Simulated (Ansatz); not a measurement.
# A series in volume scale on AgB2

All results are calculated (Ansatz 0.2.0). Periodic Kohn-Sham DFT of a crystal at fixed atoms, scaled to volume_scale times the given cell; pressure positive in compression, energy less spherical unpolarised free atoms, largest_vzz the field gradient of largest size among the nuclei.

The cell before it is scaled or strained (space group P6/mmm, No. 191):
```
cell vectors (Å)
   3.0000     0.0000     0.0000
  -1.5000     2.5981     0.0000
   0.0000     0.0000     3.2400
atoms (fractions of the cell vectors)
Ag  0.00000  0.00000  0.00000
B   0.33333  0.66667  0.50000
B   0.66667  0.33333  0.50000
```

Settings of every row: method frozen-core PAW; functional PBEsol; relativity scalar; k mesh 16x16x13; filling fermi-dirac; smearing width 0.05 eV; wave cutoff 420 eV; paw set soft_2.

Atom start moment: 0 on all atoms.

Limits: PAW files made with PBE; all rows lie far from zero pressure; field gradient without spin-orbit coupling on heavy atoms; no gap: field gradients move with the k mesh.

| row | volume scale | V (Å³/atom) | pressure (GPa) | largest V_zz (1e21 V/m^2) |
| --- | --- | --- | --- | --- |
| 1 | 0.94 | 7.913 | 72.303 | -7.657 |
| 2 | 0.98 | 8.249 | 54.561 | -7.378 |
| 3 | 1 | 8.418 | 46.863 | -7.242 |
| 4 | 1.01 | 8.502 | ? | ? |
| 5 | 1.04 | 8.755 | 33.456 | -6.983 |

Question: what pressure should row 4 give?

Worked fit of pressure. Take u = (V_r/V)^(2/3) − 1 with V_r = 8.3335 Å³ an atom, which is twice the finite (Eulerian) strain; such expansions in the strain, on which the Birch-Murnaghan equation of state is built, carry the rest volume and the bulk modulus. The shown rows have u = 0.03512, 0.00682, -0.0067, -0.03236. Least squares give pressure = 50.6184 + 572.007 × u + 1290.95 × u² GPa; a straight line predicts inner rows, each left out in turn, worse (root mean square 0.96 against 0.039 GPa). The rows lie off it by 0.003, -0.019, 0.019, -0.004 (root mean square 0.014 GPa). The withheld row has u = -0.01326, so the fit gives 50.6184 + 572.007 × (-0.01326) + 1290.95 × (-0.01326)² = 43.261 GPa.

The calculation gave 43.275 GPa. The fit lies 0.014 GPa (0.036 % of the column's range) below it; its largest miss of a shown row is 0.019 GPa.

The other values of row 4: largest V_zz -7.175 1e21 V/m^2.
